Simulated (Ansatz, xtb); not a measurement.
**C4H7FSeSi: which of two isomers lies lower**

We compare X, `FCC1=C[SiH2][Se]C1`, a singlet, with Y, `FC[C@@H]1C=C[Se][SiH2]1`, a singlet. Both are isolated molecules in the gas phase, relaxed with B3LYP-D3(BJ)/def2-SVP, each in the lowest conformer that the search found.

**Question.** Estimate which is lower in electronic energy at CCSD(T)/def2-SVP + ΔMP2/def2-TZVPP, and by roughly how much.

**Answer.** The CCSD(T)/def2-SVP + ΔMP2/def2-TZVPP calculation puts structure X lower, by 0.146 eV.

How the difference moves with the method:

```csv
level,geometry,E(Y) − E(X) (eV),departure from the last row (eV),"job, with rough time for the two"
GFN2-xTB,GFN2-xTB,+0.028,−0.118,"optimisation, 0.42 s"
HF/STO-3G,GFN2-xTB,+0.037,−0.108,"single point, 0.58 s"
r2SCAN-D4/def2-SVP,GFN2-xTB,+0.133,−0.012,"single point, 5.2 s"
B3LYP-D3(BJ)/def2-SVP,B3LYP-D3(BJ)/def2-SVP,+0.130,−0.016,"optimisation, 63 s"
HF/def2-SVP,B3LYP-D3(BJ)/def2-SVP,+0.220,+0.074,part of the CCSD(T) run
MP2/def2-SVP,B3LYP-D3(BJ)/def2-SVP,+0.129,−0.016,part of the CCSD(T) run
CCSD(T)/def2-SVP,B3LYP-D3(BJ)/def2-SVP,+0.125,−0.020,single point
CCSD(T)/def2-SVP + ΔMP2/def2-TZVPP,B3LYP-D3(BJ)/def2-SVP,+0.146,,"single point, 2.1 min"
```

As drawn, both hold the same kinds of bond in the same numbers.

None of the levels shown reverses the order. The largest departure from CCSD(T)/def2-SVP + ΔMP2/def2-TZVPP is that of GFN2-xTB, 0.118 eV. The last row adds to CCSD(T) the change of the MP2 difference between the two basis sets, here +0.020 eV.

With thermal terms from frequencies at re-optimised GFN2-xTB minima (ideal gas, soft modes damped towards free rotors, one conformer each, 298.15 K, 1 atm): the zero-point term adds +0.016 eV; ΔH is +0.155 and ΔG +0.176 eV.

The correlated steps freeze 19 core orbitals; the filled d shell of Se is correlated, in a basis made for valence electrons. Mirror images aren't counted in ΔG. Codes used: Ansatz 0.2.0, xtb 6.7.1; the last row on 4 threads of Arm Neoverse V1 on a shared host.

X is favoured by a modest margin, and the thermal terms widen it rather than offset it. The bond types match and both rings keep the Si–Se link, but the isomers differ both in where the double bond sits and in where the fluoromethyl group is attached: on the middle carbon of the three-carbon ring segment in X, on the carbon next to silicon in Y. The preference may therefore reflect both changes. In X the alkene carries two carbon substituents and silicon; in Y it carries only one carbon substituent and selenium. Greater alkene substitution, together with the stronger bond from silicon to an sp2 carbon, probably outweighs the conjugation of the selenium lone pair with the π bond in Y. The fluoromethyl group, being electron-withdrawing, should temper the benefit of substitution in X.

Hartree–Fock in the def2-SVP basis gives the right order but exaggerates the gap, so correlation favours Y, perhaps through its selenium–π interaction. MP2 already recovers nearly all of this shift, and the close agreement with CCSD(T) suggests no unusual correlation problem. The energies establish a thermodynamic preference within this pair, not a facile route between the two, which would require skeletal rearrangement.
